**PH2: why do restricted and unrestricted methods change places at MP2?**

**Question**

I have been comparing atomization energies of the PH2 radical from a ladder of wavefunction methods with full configuration interaction (FCI) in the same basis. A negative error means that the method binds the molecule too weakly. Levels with R start from restricted orbitals, in which the two electrons of a pair share one spatial orbital. Levels with U let spin-up and spin-down electrons have different orbitals.

Errors in the atomization energy of the neutral PH2 radical (doublet), calculated with Ansatz 0.2.0 in the cc-pV(D+d)Z basis at the MP2(full)/6-31G* geometry. The reference is FCI in the same basis. The phosphorus 1s, 2s and 2p electrons are left uncorrelated throughout, and no zero-point energy is included.

| level | this level less the reference (FCI, same basis) (kJ/mol) |
| --- | --- |
| RHF | -152.84 |
| UHF | -140.59 |
| RMP2 | -25.80 |
| UMP2 | -27.02 |
| RCCSD | -5.85 |
| UCCSD | -5.56 |
| RCCSD(T) | -0.91 |
| UCCSD(T) | -0.91 |
| UCCSDT | -0.10 |
| UCCSDT(Q) | 0.00 |
| UCCSDTQ | -0.03 |

The errors fall quickly down the table, but two things bother me. UHF is clearly better than RHF, so I thought that UMP2 would also be better than RMP2, and it is worse. At the bottom, UCCSDTQ is further from FCI than UCCSDT(Q), although it treats quadruple excitations more completely. Are these real breaks in the pattern, and does any of these methods overbind?

**Answer**

The exchange of places at MP2 is real, and it comes from spin polarisation. UHF builds this effect into its orbitals, while restricted MP2 recovers slightly more than the same amount afterwards, as correlation energy. The reversal at the bottom is a matter of hundredths of a kJ/mol and says nothing about the chemistry of PH2. No level overbinds: each error is negative, or zero to the printed digits.

The underbinding starts with the way the electrons are paired. A free phosphorus atom has three unpaired 3p electrons of the same spin, which the Pauli principle already keeps apart, and a hydrogen atom has a single electron. Forming two P–H bonds creates two new pairs of opposite spin, whose electrons avoid each other only through correlation. Hartree–Fock lets each electron feel just the average field of the others, so it loses more energy in the molecule than in the atoms.

The energies bear this out. FCI lies about 375 kJ/mol below RHF in the molecule. Taking off the RHF error in the table, 153 kJ/mol, leaves about 223 kJ/mol for the separated atoms, up to rounding. More than half of the correlation energy is therefore already present before any bond forms, and it cancels in the atomization energy.

Each further method repairs part of what remains. MP2 correlates the electrons pair by pair, to second order. CCSD lets the pairs respond to one another, and the (T) correction adds an estimate for three electrons moving together. This works well because one electron configuration dominates PH2: in the FCI wavefunction, the most occupied of the nominally empty orbitals holds only about 0.04 electrons.

**How smooth is the ladder?**

A simple yardstick is to suppose that every step leaves the same fraction of the previous error. Numbering HF, MP2, CCSD and CCSD(T) as $n=0,1,2,3$, the size of the error is then

$$|\Delta_n| \approx A\,f^{-n},$$

where $A$ is the error at the start and $f$ is the factor gained per step. A least-squares line through the logarithms of the eight errors from RHF to UCCSD(T) gives $f\approx5.4$, and all eight lie within 14% of it. The numbering is only bookkeeping, since nothing in the theory makes these steps equally long.

The yardstick also says how the two families should compare. If restricted and unrestricted errors both shrink by $f$, their difference shrinks by $f$ as well and keeps its sign. UHF leads RHF by 12.25 kJ/mol, so the lead of UMP2 over RMP2 should be

$$\frac{12.25}{5.35}\approx 2.3\ \text{kJ/mol}.$$

In the table UMP2 instead trails by 1.22 kJ/mol, which puts the break at about 3.5 kJ/mol. The MP2 rows helped to fix $f$, but the difference between the two families was not itself fitted.

Neither MP2 row looks odd by itself. RMP2 lies 6% below the smooth line and UMP2 2% below it, which is within the general scatter. The break appears only when the two are compared with each other. Its size depends on the chosen yardstick, but the change of sign does not.

**What the unpaired electron does to the bonds**

PH2 is bent, and its unpaired electron sits in a phosphorus 3p orbital that stands perpendicular to the molecular plane. The bonding pairs lie in the plane. Exchange lowers the repulsion between electrons of the same spin only. In each bond, the electron whose spin matches that of the unpaired one can therefore gain by shifting towards phosphorus, while its partner shifts towards hydrogen. This is spin polarisation, and restricted orbitals forbid it because both partners must share one orbital.

UHF allows it and lowers the molecule by 12.34 kJ/mol. The lead over RHF in the table is 12.25 kJ/mol, so the atoms gain only about 0.1 kJ/mol. These energies do not divide the molecule's gain between the bonds and the lone pair on phosphorus, but the contrast with the atoms suggests that the bonds matter most. There is a plausible reason for that. A bond offers its two electrons two different ends to move to, whereas the paired 3s electrons of a phosphorus atom can only become slightly tighter or looser, and a hydrogen atom has no pair to polarise. The molecule remains the same doublet throughout, with only slight contamination by higher spin.

**Why restricted MP2 catches up and overtakes**

Restricted MP2 makes up for the forbidden polarisation in two ways. The first is its singles term, which promotes one electron at a time and so lets the two spins relax differently. It contributes 7.0 kJ/mol in the molecule. In UMP2 this term vanishes, because the UHF orbitals are already the best ones for each spin.

Seven is less than twelve, so the singles term alone would leave UMP2 ahead. The second contribution is the energy of the correlated pairs, which is 6.4 kJ/mol larger with restricted orbitals than with UHF orbitals. Nearly all of this extra energy, 5.9 kJ/mol, comes from pairs of opposite spin. The likely reason is that spin polarisation has already moved the partners in each bond slightly apart, so UMP2 has less avoidance left to describe. With restricted orbitals they still share the same space, and correlation has more to gain.

The balance for the molecule is then

$$12.34-7.04-6.40=-1.10\ \text{kJ/mol}.$$

The negative sign means that restricted MP2 ends up lower in energy, although it started from the higher reference. This accounts for nearly all of the 1.22 kJ/mol by which UMP2 trails in the table; the small remainder comes from the atoms. Without the singles term, UMP2 would have kept a lead of 5.9 kJ/mol in the molecule.

So a lower Hartree–Fock energy does not promise a better MP2 energy. Part of what UHF gains is energy that MP2 would otherwise have found as correlation. The two gains overlap, and they can't simply be added. For PH2 the overlap is large enough to reverse a lead of 12 kJ/mol, but only just.

**Why the difference then disappears**

CCSD treats single excitations differently from MP2. It includes them to all orders and together with the pair correlation, which amounts to letting the orbitals readjust while the electrons correlate. The starting orbitals then matter much less, whether they were polarised or not. The difference between the families drops to 0.29 kJ/mol, with the unrestricted version ahead again, and at CCSD(T) it is zero to the printed digits.

By then the remaining error has another origin. Both CCSD levels still underbind by almost 6 kJ/mol, about twenty times their mutual difference. What they lack is the joint motion of three electrons, and adding it through (T) brings the error below 1 kJ/mol. From CCSD onwards, the level of excitation matters far more than the choice of orbitals.

**The bottom of the table**

The smooth line was not fitted to the last three rows. Extended by one step, it predicts an error of 0.18 kJ/mol for UCCSDT, and the calculation gives 0.10. The full treatment of triples thus does better than the earlier steps suggest. Beyond that, the line loses its use, because the predicted errors become as small as the differences in how the calculations are set up.

The 0.00 of UCCSDT(Q) is partly luck. Its molecular energy lies 0.03 kJ/mol above FCI, and the atoms lie above it by the same amount, so the two errors cancel. With UCCSDTQ the molecule lies about 0.02 kJ/mol below FCI and the atoms about 0.05 below, which leaves the printed $-0.03$. The apparent step backwards is a less fortunate cancellation, and the two rows should not be ranked.

An energy below FCI looks impossible, but coupled cluster is not variational and can fall below the exact result. I suspect a more mundane cause here. For the molecule, the frozen core orbitals come from UHF in one calculation and from a restricted reference in the other, and the same may hold for the atoms. The two calculations then do not solve exactly the same problem. Phosphorus has only five correlated electrons, and for it CCSDTQ leaves out only the joint motion of all five, which makes a real error of this size unlikely. I have not tested this; a calculation with identical core orbitals would settle it.

**What to take from it**

For a similar radical, look first at whether the unpaired electron sits next to bonds that it can polarise. If it does, UHF should improve on restricted Hartree–Fock, but much of that lead may vanish at MP2, and its sign there is hard to foresee. In an ordinary closed-shell molecule near its equilibrium shape, UHF usually falls back to RHF and the question does not arise.

PH2 is a fragment of phosphine, a source of phosphorus for doping silicon. For the energy of this fragment at its equilibrium shape, the choice between RMP2 and UMP2 is a minor matter, since both underbind it by about 26 kJ/mol. Along a stretched P–H bond the two can differ far more, and this table does not test that. At the equilibrium shape, CCSD(T) removes nearly all of the MP2 error, but only relative to FCI in the same small basis. The error of such a basis is normally far larger than the last 1 kJ/mol, so a larger basis is a better investment than quadruple excitations.
